**Cohesive energies, spin moments and level gaps of five free atoms**

The table holds the energy over the element, the spin moment and the Kohn-Sham level gap of free B, Cu, Ge, Ru and W atoms from plane-wave PAW calculations with scalar-relativistic, spin-polarised PBEsol. The program checks the moments against Hund counting, identifies the occupation of the Ge 4p shell from its Gaussian smearing entropy, and shows which gaps lie within one spin channel. A rectangular d-band model fixed on Cu and W overestimates Ru by 0.58 eV, while a line in the spin moment underestimates it by 0.64 eV, so these three metals do not decide the shape of the curve. For B and Ge, $d^{-2}$ scaling with rough recalled bond lengths gives a ratio of 1.8 to 1.9 against 2.14 per electron pair. All five energies lie above rough recalled measured values, by 3 to 16 %.

Free B, Cu, Ge, Ru and W atoms in a periodic box of 15 × 15.5 × 16 Å, computed with Ansatz 0.2.0 (collinear-spin, scalar-relativistic PBEsol, plane-wave PAW, 420 eV cutoff, Γ point only, Gaussian smearing of 0.005 eV). Energies over elements are per atom, at zero smearing, relative to the elements' standard states in the same functional.

## Analysis program

```python
# Table: free atoms B, Cu, Ge, Ru, W; energy over the element (eV/atom), spin moment, level gap.
# Ansatz 0.2.0, plane-wave PAW, PBEsol, scalar-relativistic, collinear spin, Gaussian smearing 0.005 eV.
# Tested: Hund counting, the Ge smearing entropy, a rectangular d-band model, d^-2 scaling for B and Ge.
T = {
    'species': ['B', 'Cu', 'Ge', 'Ru', 'W'],
    'starting_moment': ['1 μB', '1 μB', '2 μB', '4 μB', '4 μB'],
    'energy_over_elements': [6.676, 4.076, 4.158, 7.777, 9.176],  # eV/atom
    'spin_moment': [1.0, 1.0, 2.0, 4.0, 6.0],  # μB
    'level_gap': [0.426, 0.925, 0.0, 0.695, 1.588],  # eV
}
import numpy as np
from scipy.special import erfcinv
sp = [str(s).strip() for s in T['species']]
E = dict(zip(sp, map(float, T['energy_over_elements'])))
M = dict(zip(sp, map(float, T['spin_moment'])))
G = dict(zip(sp, map(float, T['level_gap'])))
M0 = dict(zip(sp, [float(str(s).split()[0]) for s in T['starting_moment']]))
unp = lambda cfg: sum(min(n, 4*l+2-n) for l, n in cfg)
# configurations (l, n) read from the Lowdin populations of the same runs, and the s2 alternative
found = {'B': [(0,2),(1,1)], 'Cu': [(0,1),(2,10)], 'Ge': [(0,2),(1,2)], 'Ru': [(0,1),(2,7)], 'W': [(0,1),(2,5)]}
s2 = {'B': found['B'], 'Cu': [(0,2),(2,9)], 'Ge': found['Ge'], 'Ru': [(0,2),(2,6)], 'W': [(0,2),(2,4)]}
# further outputs of the same runs: absolute magnetisation, gap per spin channel, Ge entropy term
absM = {'B': 1.029882, 'Cu': 1.110169, 'Ge': 2.005026, 'Ru': 4.006276, 'W': 6.004416}
gs = {'B': (0.4256, 5.379034), 'Cu': (4.121219, 0.92534), 'Ru': (3.647715, 0.69538), 'W': (2.731351, 36.86142)}
TS, sigma = 0.0038566, 0.005
print("Table rounding: 0.0005 eV in energies and gaps, 0.005 muB in moments")
print("Moments (muB): start, result, Hund on run configuration, Hund on s2, |m| integral - net")
for a in sp:
    print(f"  {a:2s} {M0[a]:.0f}  {M[a]:.2f}  {unp(found[a])}  {unp(s2[a])}  {absM[a]-M[a]:.3f}")
assert all(abs(M[a]-unp(found[a])) < 0.005 for a in sp)
ts = lambda n, f: sigma*n*np.exp(-erfcinv(2*f)**2)/(2*np.sqrt(np.pi))
print(f"Ge TS (meV): run {1e3*TS:.4f}; three orbitals at 2/3 {1e3*ts(3,2/3):.4f}; two at 1/2 {1e3*ts(2,0.5):.4f}")
assert abs(ts(3, 2/3)-TS) < 1e-6
print("Level gap (eV): table, within spin up, within spin down, channel")
for a, (u, d) in gs.items():
    ch = 'up' if abs(G[a]-u) < 1e-3 else 'down' if abs(G[a]-d) < 1e-3 else 'across the two spins'
    print(f"  {a:2s} {G[a]:.3f}  {u:.3f}  {d:.3f}  {ch}")
print(f"  Ge {G['Ge']:.3f}  part-filled degenerate 4p shell")
o = sorted(sp, key=lambda a: -E[a])
print("Steps in energy (eV): " + ", ".join(f"{a}-{b} {E[a]-E[b]:.3f}" for a, b in zip(o, o[1:])))
assert E['W'] > E['Ru'] > E['B'] > max(E['Ge'], E['Cu']) + 1
print(f"Same moment, B - Cu: {E['B']-E['Cu']:.3f} eV")
print(f"Ratios: Ru/Cu {E['Ru']/E['Cu']:.2f}, W/Cu {E['W']/E['Cu']:.2f}")
f = {a: n*(10-n)/20 for a, n in {'Cu': 10, 'Ru': 7, 'W': 5}.items()}
print("Band factor N(10-N)/20: " + ", ".join(f"{a} {v:.2f}" for a, v in f.items()))
w = (E['W']-E['Cu'])/f['W']; p1 = E['Cu']+w*f['Ru']
k = (E['W']-E['Cu'])/(M['W']-M['Cu']); p2 = E['Cu']+k*(M['Ru']-M['Cu'])
print(f"Two constants fixed on Cu and W, tested on Ru (table {E['Ru']:.3f} eV):")
print(f"  band model: Es {E['Cu']:.3f}, w {w:.3f} eV; Ru {p1:.3f}, error {p1-E['Ru']:+.3f} eV ({100*(p1/E['Ru']-1):+.1f} %)")
print(f"  linear in moment: {k:.3f} eV/muB; Ru {p2:.3f}, error {p2-E['Ru']:+.3f} eV ({100*(p2/E['Ru']-1):+.1f} %)")
for a in ('B', 'Ge'):
    print(f"  same line on {a} (not fitted, no d band): error {E['Cu']+k*(M[a]-M['Cu'])-E[a]:+.3f} eV")
Es, w3, c = np.linalg.solve([[1, f[a], -M[a]**2] for a in f], [E[a] for a in f])
print(f"Exact solution with -c M^2 and one width: Es {Es:.3f}, w {w3:.3f}, c {c:+.3f} eV")
assert c < 0
for ci in (0.0, 0.1, 0.2):
    ww = {a: (E[a]-E['Cu']+ci*(M[a]**2-M['Cu']**2))/f[a] for a in ('Ru', 'W')}
    print(f"  trial c = {ci:.1f} eV: width ratio W/Ru needed {ww['W']/ww['Ru']:.2f}")
nv = {a: sum(n for l, n in found[a]) for a in sp}
print("eV per outer electron: " + ", ".join(f"{a}({nv[a]}) {E[a]/nv[a]:.2f}" for a in sp))
r = (E['B']/nv['B'])/(E['Ge']/nv['Ge'])
print(f"Per electron pair: B {2*E['B']/nv['B']:.2f} eV, Ge {2*E['Ge']/nv['Ge']:.2f} eV, ratio {r:.2f}")
for dB, dG in ((1.8, 2.4), (1.8, 2.5)):  # rough recalled bond lengths, angstrom
    q = (dG/dB)**2
    print(f"  rough d(B) {dB}, d(Ge) {dG} A: d^-2 ratio {q:.2f} ({100*(q/r-1):+.0f} %), exponent needed {np.log(r)/np.log(dG/dB):.1f}")
X = {'B': 5.8, 'Cu': 3.5, 'Ge': 3.9, 'Ru': 6.7, 'W': 8.9}  # rough recalled cohesive energies, eV
print("Excess over rough recalled measured values (uncertain by 0.05 eV from rounding):")
for a in sp:
    print(f"  {a:2s} {E[a]:.3f} vs {X[a]}: {E[a]-X[a]:+.1f} eV ({100*(E[a]/X[a]-1):+.0f} %)")
print(f"Rough recalled ratios: Ru/Cu {X['Ru']/X['Cu']:.1f}, W/Cu {X['W']/X['Cu']:.1f}")
```

Printed output:

```
Table rounding: 0.0005 eV in energies and gaps, 0.005 muB in moments
Moments (muB): start, result, Hund on run configuration, Hund on s2, |m| integral - net
  B  1  1.00  1  1  0.030
  Cu 1  1.00  1  1  0.110
  Ge 2  2.00  2  2  0.005
  Ru 4  4.00  4  4  0.006
  W  4  6.00  6  4  0.004
Ge TS (meV): run 3.8566; three orbitals at 2/3 3.8566; two at 1/2 2.8209
Level gap (eV): table, within spin up, within spin down, channel
  B  0.426  0.426  5.379  up
  Cu 0.925  4.121  0.925  down
  Ru 0.695  3.648  0.695  down
  W  1.588  2.731  36.861  across the two spins
  Ge 0.000  part-filled degenerate 4p shell
Steps in energy (eV): W-Ru 1.399, Ru-B 1.101, B-Ge 2.518, Ge-Cu 0.082
Same moment, B - Cu: 2.600 eV
Ratios: Ru/Cu 1.91, W/Cu 2.25
Band factor N(10-N)/20: Cu 0.00, Ru 1.05, W 1.25
Two constants fixed on Cu and W, tested on Ru (table 7.777 eV):
  band model: Es 4.076, w 4.080 eV; Ru 8.360, error +0.583 eV (+7.5 %)
  linear in moment: 1.020 eV/muB; Ru 7.136, error -0.641 eV (-8.2 %)
  same line on B (not fitted, no d band): error -2.600 eV
  same line on Ge (not fitted, no d band): error +0.938 eV
Exact solution with -c M^2 and one width: Es 4.036, w 2.946, c -0.040 eV
  trial c = 0.0 eV: width ratio W/Ru needed 1.16
  trial c = 0.1 eV: width ratio W/Ru needed 1.39
  trial c = 0.2 eV: width ratio W/Ru needed 1.52
eV per outer electron: B(3) 2.23, Cu(11) 0.37, Ge(4) 1.04, Ru(8) 0.97, W(6) 1.53
Per electron pair: B 4.45 eV, Ge 2.08 eV, ratio 2.14
  rough d(B) 1.8, d(Ge) 2.4 A: d^-2 ratio 1.78 (-17 %), exponent needed 2.6
  rough d(B) 1.8, d(Ge) 2.5 A: d^-2 ratio 1.93 (-10 %), exponent needed 2.3
Excess over rough recalled measured values (uncertain by 0.05 eV from rounding):
  B  6.676 vs 5.8: +0.9 eV (+15 %)
  Cu 4.076 vs 3.5: +0.6 eV (+16 %)
  Ge 4.158 vs 3.9: +0.3 eV (+7 %)
  Ru 7.777 vs 6.7: +1.1 eV (+16 %)
  W  9.176 vs 8.9: +0.3 eV (+3 %)
Rough recalled ratios: Ru/Cu 1.9, W/Cu 2.5
```
